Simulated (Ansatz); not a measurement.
## CH2NSb: structure from calculated spectroscopic constants

These gas-phase data were calculated for one isomer of CH2NSb at B3LYP-D4/def2-TZVP (harmonic, unscaled wavenumbers; equilibrium rotational constants with average atomic masses):

* rotational constants: 288, 3.08, 3.048 GHz
* all wavenumbers above 1500 cm⁻¹: 3111, 3037, 1663

Candidates:

(1) `C=[N+]=[Sb-]`, a singlet
(2) `N#[C][SbH2]`, a singlet

Task: Which structure fits?

Result: Candidate (1). The band at 3111 cm⁻¹ lies where the C–H stretch is expected; (2) has no mode between 2750 and 3290 cm⁻¹.

The same quantities for all candidates:

```
     rotational constants (GHz)  wavenumbers above 1500 cm⁻¹  E above the lowest, B3LYP-D4/def2-TZVP (kcal/mol)
(1)            288, 3.08, 3.048             3111, 3037, 1663                                               15.0
(2)          85.91, 2.913, 2.91             2288, 1954, 1948                                                0.0
```

Harmonic stretches to hydrogen usually lie a few per cent above observed fundamentals. Atoms past krypton carry core potentials. Programs: Ansatz 0.2.0.

The rotational constants support the assignment independently of the C–H stretches. A value of 288 GHz for the largest constant requires that almost only two hydrogens close to the axis contribute to that moment of inertia, as in a CH2 group ending an essentially straight C–N–Sb chain. In cyanostibine the longer Sb–H bonds, nearly perpendicular to the Sb–C axis, hold the hydrogens further out and lower the constant to 85.91 GHz. The two smaller constants discriminate less, since both skeletons are chains with antimony at one end. The band at 1663 cm⁻¹ fits a stretch with mainly C=N character, well below the nitrile stretch of (2) at 2288 cm⁻¹.

That the assigned isomer lies 15.0 kcal/mol higher doesn't count against it, because the spectrum identifies a structure, not the most stable one. The energy order probably reflects the strong C≡N bond of (2) against weak N–Sb π bonding in (1), which outweighs the preference of hydrogen for carbon over antimony.
